**Frontier levels and charges of two-coordinate Mg, Zn, Si, Ge and Sn molecules: breaks from an electronegativity line**

The table holds HOMO, LUMO, gap and Mulliken charge for nine molecules in three frames, from B3LYP-D4/def2-TZVPP at PBE0-D4/def2-TZVP geometries (Ansatz 0.2.0). The program fits each quantity to a frame offset plus a common slope in Pauling electronegativity, compares this with a step between linear and bent centres and with both terms together, and prints residuals, leave-one-out errors and pairwise shifts. The line scatters by 0.20 to 0.31 eV in the levels and gap and by 0.14 e in the charge, with silicon too high in both levels and the zinc LUMO 0.27 eV above that of magnesium. A two-level $\pi$-donation model, linear in the sum of $d^{-4}$ over the two bonds, fits the LUMO of the four methoxy tetrylenes to 0.05 eV and misses the held-out amide by 0.43 eV; an exponent of 2 does nearly as well. Bond lengths, angles, level spacings and Löwdin charges from the same runs are printed to support the orbital assignments and to show how far the charges depend on the partition.

Calculated values. Ansatz 0.2.0, restricted B3LYP-D4/def2-TZVPP (def2 core potential on Sn) at PBE0-D4/def2-TZVP geometries. Isolated molecules in three frames, in each of which one atom (the marked atom, * in the frame's SMILES) runs through several elements. Electronegativities are Pauling's tabulated values, and charges are Mulliken charges.

## Program and output

```python
# Table: HOMO, LUMO, gap (eV), Mulliken charge (e) of the marked atom; Ansatz 0.2.0, B3LYP-D4/def2-TZVPP
# at PBE0-D4/def2-TZVP geometries. Tested: y = a(frame) + b*EN, rivals with a bent/linear class step,
# and a two-level pi-donation model LUMO = eps + K*sum(d^-n) for the bent Si/Ge/Sn rows.
T = {
    'formula': ['CH3BrMgO', 'CH3BrOSi', 'CH3BrOSn', 'CH3FMgO', 'CH3FOSi', 'CH3FGeO', 'BrH2MgN', 'BrH2NZn', 'BrGeH2N'],
    'member': ['CO*Br', 'CO*Br', 'CO*Br', 'CO*F', 'CO*F', 'CO*F', 'N*Br', 'N*Br', 'N*Br'],
    'element': ['Mg', 'Si', 'Sn', 'Mg', 'Si', 'Ge', 'Mg', 'Zn', 'Ge'],
    'Z': [12, 14, 50, 12, 14, 32, 12, 30, 32],
    'en': [1.31, 1.9, 1.96, 1.31, 1.9, 2.01, 1.31, 1.65, 2.01],
    'pg': ['C3v', 'Cs', 'Cs', 'C3v', 'Cs', 'Cs', 'C2v', None, 'Cs'],
    'r_mean': [2.037, 1.96, 2.251, 1.751, 1.625, 1.766, 2.104, 2.024, 2.091],  # Å
    'angles': [180, 103, 99, 180, 102, 99, 180, 175, 96],  # °
    'homo': [-7.23, -7.12, -7.52, -7.19, -7.41, -8.0, -6.45, -7.12, -7.2],  # eV
    'lumo': [-1.75, -2.16, -2.76, -1.74, -1.62, -2.16, -1.58, -1.31, -2.12],  # eV
    'gap': [5.48, 4.96, 4.75, 5.45, 5.79, 5.84, 4.87, 5.8, 5.08],  # eV
    'charge': [0.95, 0.35, 0.74, 1.09, 0.43, 0.62, 0.81, 0.43, 0.44],  # e
}
import numpy as np
F = list(T['formula']); ix = {f: i for i, f in enumerate(F)}; N = len(F)
K = ['homo', 'lumo', 'gap', 'charge']; Y = {k: np.array(T[k], float) for k in K}
en = np.array(T['en'], float); bent = (np.array(T['angles'], float) < 120)*1.0
D = np.array([[m == fr for fr in sorted(set(T['member']))] for m in T['member']], float)
fit = lambda A, y: np.linalg.lstsq(A, y, rcond=None)[0]
rms = lambda r: float(np.sqrt(np.mean(r**2)))
A, B, C = np.c_[D, en], np.c_[D, bent], np.c_[D, en, bent]
print("rounding floor: +-0.005 eV or e per entry, +-0.01 per difference")
R, L = {}, {}
for k in K:
    y = Y[k]; a, b, c = fit(A, y), fit(B, y), fit(C, y); R[k] = y - A@a
    L[k] = np.array([y[i] - A[i]@fit(np.delete(A, i, 0), np.delete(y, i)) for i in range(N)])
    print(f"{k}: EN slope {a[-1]:+.2f} rms {rms(R[k]):.2f} | class step {b[-1]:+.2f} rms {rms(y-B@b):.2f}"
          f" | both {c[-2]:+.2f},{c[-1]:+.2f} rms {rms(y-C@c):.2f}")
print("EN-line residual / leave-one-out: homo, lumo, gap (eV), charge (e)")
for i, f in enumerate(F):
    print(f"{f:9s}" + " ".join(f"{R[k][i]:+.2f}/{L[k][i]:+.2f}" for k in K))
print("worst in-fit: " + ", ".join(f"{k} {F[int(np.argmax(abs(R[k])))]}" for k in K))
d = lambda k, p, q: Y[k][ix[q]] - Y[k][ix[p]]
print("shifts p->q: dEN | homo lumo gap (eV) charge (e); last two are Br->F swaps")
for p, q in [('CH3BrMgO', 'CH3BrOSi'), ('CH3FMgO', 'CH3FOSi'), ('CH3FMgO', 'CH3FGeO'), ('BrH2MgN', 'BrGeH2N'),
             ('CH3BrOSi', 'CH3BrOSn'), ('CH3FOSi', 'CH3FGeO'), ('BrH2MgN', 'BrH2NZn'), ('BrH2NZn', 'BrGeH2N'),
             ('CH3BrMgO', 'CH3FMgO'), ('CH3BrOSi', 'CH3FOSi')]:
    print(f"{p}->{q}: {en[ix[q]]-en[ix[p]]:+.2f} | " + " ".join(f"{d(k, p, q):+.2f}" for k in K))
# coordinates (A) from the same runs: donor O/N, marked atom, halogen, then C or two H on the donor
G = {'CH3BrOSi': [(.69,-.29,-.65), (.78,-1.87,-.33), (-.75,-2.16,1.36), (-.03,.84,-.19)],
     'CH3BrOSn': [(.64,.84,-.12), (1.87,-.13,-1.30), (.69,-2.39,-1.34), (-.54,.47,.54)],
     'CH3FOSi': [(.66,.67,-.09), (1.55,.03,-1.29), (.78,-1.36,-1.59), (-.50,.23,.59)],
     'CH3FGeO': [(.41,.62,-.67), (1.44,-.61,-1.40), (.97,-1.99,-.40), (-.51,.49,.40)],
     'BrGeH2N': [(-.46,.34,-.42), (-.37,-1.14,.61), (1.89,-.85,1.26), (.30,.98,-.57), (-1.31,.59,-.91)],
     'BrH2MgN': [(-.68,.56,-.40), (.64,-.55,.35), (2.28,-1.93,1.27), (-.86,1.52,-.14), (-1.33,.31,-1.12)],
     'BrH2NZn': [(-.46,.76,-.44), (.58,-.55,.27), (2.01,-2.06,1.07), (-1.10,.46,-1.16), (-.98,1.31,.23)]}
nm = np.linalg.norm; bl = {}
ang = lambda u, v: np.degrees(np.arccos(np.clip(u@v/nm(u)/nm(v), -1, 1)))
print("bonds M-donor, M-halogen (A, +-0.01); C-O-M angle or angle sum at N (deg, +-2)")
for f, g in G.items():
    g = np.array(g); bl[f] = np.array([nm(g[1]-g[0]), nm(g[1]-g[2])]); v = np.delete(g, [0, 2], 0) - g[0]
    s = sum(ang(v[i], v[j]) for i in range(len(v)) for j in range(i))
    print(f"{f:9s}{bl[f][0]:.2f} {bl[f][1]:.2f} {s:.0f}  sum d^-4 {np.sum(bl[f]**-4.0):.3f} A^-4")
tet = list(G)[:5]; yl = np.array([Y['lumo'][ix[f]] for f in tet]); pi = {}
for n in (4, 2):
    x = np.array([np.sum(bl[f]**-float(n)) for f in tet]); p = np.polyfit(x[:4], yl[:4], 1)
    r = yl - np.polyval(p, x); pi[n] = (p, r)
    print(f"pi model n={n}: K {p[0]:.2f} eps {p[1]:.2f} eV; res " + " ".join(f"{t:+.2f}" for t in r[:4])
          + f" rms {rms(r[:4]):.2f}; held-out BrGeH2N {r[4]:+.2f}")
# same runs: HOMO minus HOMO-1, and LUMO, LUMO+1, LUMO+2 (eV); Loewdin charge of marked atom, Mulliken charge of O
occ = {'CH3FMgO': (-7.194687, -7.194699), 'CH3BrOSi': (-7.120, -8.195), 'CH3FOSi': (-7.406, -8.929),
       'BrH2MgN': (-6.447, -7.855), 'BrH2NZn': (-7.120, -8.064)}
vir = {'CH3BrMgO': (-1.748, -.012, -.012), 'CH3FMgO': (-1.742, .336, .336), 'CH3FOSi': (-1.621, .474, .945)}
low = dict(zip(F, [-.40, -.54, -.09, .10, -.58, -.22, -.45, -.48, -.24]))
qO = dict(zip(F[:6], [-.67, -.29, -.53, -.68, -.31, -.41]))
print("HOMO-(HOMO-1) eV: " + ", ".join(f"{f} {a-b:.2f}" for f, (a, b) in occ.items()))
print("L+1 - L, L+2 - L+1 eV: " + ", ".join(f"{f} {v[1]-v[0]:.2f},{v[2]-v[1]:.2f}" for f, v in vir.items()))
print("Loewdin-Mulliken, marked atom (e): " + " ".join(f"{low[f]-Y['charge'][ix[f]]:+.2f}" for f in F))
for p, q in [('CH3BrOSi', 'CH3BrOSn'), ('CH3FOSi', 'CH3FGeO')]:
    print(f"{p}->{q}: dq Mulliken {d('charge', p, q):+.2f}, Loewdin {low[q]-low[p]:+.2f}, on O {qO[q]-qO[p]:+.2f} e")
    assert d('charge', p, q) > 0.1 and low[q] - low[p] > 0.1
assert all((e in ('Si', 'Ge', 'Sn')) == bool(b) for e, b in zip(T['element'], bent))
assert abs(d('lumo', 'CH3BrMgO', 'CH3FMgO')) < 0.05 and d('lumo', 'CH3BrOSi', 'CH3FOSi') > 0.4
assert pi[4][0][0] > 0 and pi[4][1][4] > 0
```

It prints:

```
rounding floor: +-0.005 eV or e per entry, +-0.01 per difference
homo: EN slope -0.72 rms 0.20 | class step -0.34 rms 0.25 | both -2.22,+0.99 rms 0.15
lumo: EN slope -0.76 rms 0.25 | class step -0.51 rms 0.23 | both +0.20,-0.63 rms 0.23
gap: EN slope -0.05 rms 0.31 | class step -0.17 rms 0.30 | both +2.39,-1.60 rms 0.21
charge: EN slope -0.66 rms 0.14 | class step -0.38 rms 0.15 | both -0.82,+0.11 rms 0.14
EN-line residual / leave-one-out: homo, lumo, gap (eV), charge (e)
CH3BrMgO -0.24/-0.53 +0.16/+0.35 +0.40/+0.88 -0.00/-0.00
CH3BrOSi +0.30/+0.47 +0.20/+0.32 -0.10/-0.15 -0.21/-0.34
CH3BrOSn -0.06/-0.10 -0.36/-0.60 -0.30/-0.51 +0.22/+0.36
CH3FMgO  +0.04/+0.08 -0.23/-0.53 -0.26/-0.61 +0.09/+0.22
CH3FOSi  +0.24/+0.38 +0.34/+0.54 +0.10/+0.16 -0.18/-0.28
CH3FGeO  -0.27/-0.48 -0.11/-0.20 +0.16/+0.28 +0.08/+0.15
BrH2MgN  +0.22/+0.44 -0.17/-0.34 -0.40/-0.77 +0.02/+0.04
BrH2NZn  -0.20/-0.30 +0.35/+0.53 +0.55/+0.82 -0.13/-0.20
BrGeH2N  -0.02/-0.05 -0.18/-0.36 -0.15/-0.30 +0.11/+0.22
worst in-fit: homo CH3BrOSi, lumo CH3BrOSn, gap BrH2NZn, charge CH3BrOSn
shifts p->q: dEN | homo lumo gap (eV) charge (e); last two are Br->F swaps
CH3BrMgO->CH3BrOSi: +0.59 | +0.11 -0.41 -0.52 -0.60
CH3FMgO->CH3FOSi: +0.59 | -0.22 +0.12 +0.34 -0.66
CH3FMgO->CH3FGeO: +0.70 | -0.81 -0.42 +0.39 -0.47
BrH2MgN->BrGeH2N: +0.70 | -0.75 -0.54 +0.21 -0.37
CH3BrOSi->CH3BrOSn: +0.06 | -0.40 -0.60 -0.21 +0.39
CH3FOSi->CH3FGeO: +0.11 | -0.59 -0.54 +0.05 +0.19
BrH2MgN->BrH2NZn: +0.34 | -0.67 +0.27 +0.93 -0.38
BrH2NZn->BrGeH2N: +0.36 | -0.08 -0.81 -0.72 +0.01
CH3BrMgO->CH3FMgO: +0.00 | +0.04 +0.01 -0.03 +0.14
CH3BrOSi->CH3FOSi: +0.00 | -0.29 +0.54 +0.83 +0.08
bonds M-donor, M-halogen (A, +-0.01); C-O-M angle or angle sum at N (deg, +-2)
CH3BrOSi 1.61 2.30 138  sum d^-4 0.183 A^-4
CH3BrOSn 1.96 2.55 133  sum d^-4 0.091 A^-4
CH3FOSi  1.63 1.62 133  sum d^-4 0.290 A^-4
CH3FGeO  1.76 1.77 129  sum d^-4 0.206 A^-4
BrGeH2N  1.81 2.37 360  sum d^-4 0.126 A^-4
BrH2MgN  1.88 2.33 360  sum d^-4 0.114 A^-4
BrH2NZn  1.82 2.23 339  sum d^-4 0.132 A^-4
pi model n=4: K 5.67 eps -3.27 eV; res +0.07 -0.01 +0.00 -0.06 rms 0.05; held-out BrGeH2N +0.43
pi model n=2: K 3.15 eps -4.06 eV; res +0.09 -0.01 +0.04 -0.13 rms 0.08; held-out BrGeH2N +0.41
HOMO-(HOMO-1) eV: CH3FMgO 0.00, CH3BrOSi 1.08, CH3FOSi 1.52, BrH2MgN 1.41, BrH2NZn 0.94
L+1 - L, L+2 - L+1 eV: CH3BrMgO 1.74,0.00, CH3FMgO 2.08,0.00, CH3FOSi 2.09,0.47
Loewdin-Mulliken, marked atom (e): -1.35 -0.89 -0.83 -0.99 -1.01 -0.84 -1.26 -0.91 -0.68
CH3BrOSi->CH3BrOSn: dq Mulliken +0.39, Loewdin +0.45, on O -0.24 e
CH3FOSi->CH3FGeO: dq Mulliken +0.19, Loewdin +0.36, on O -0.10 e
```
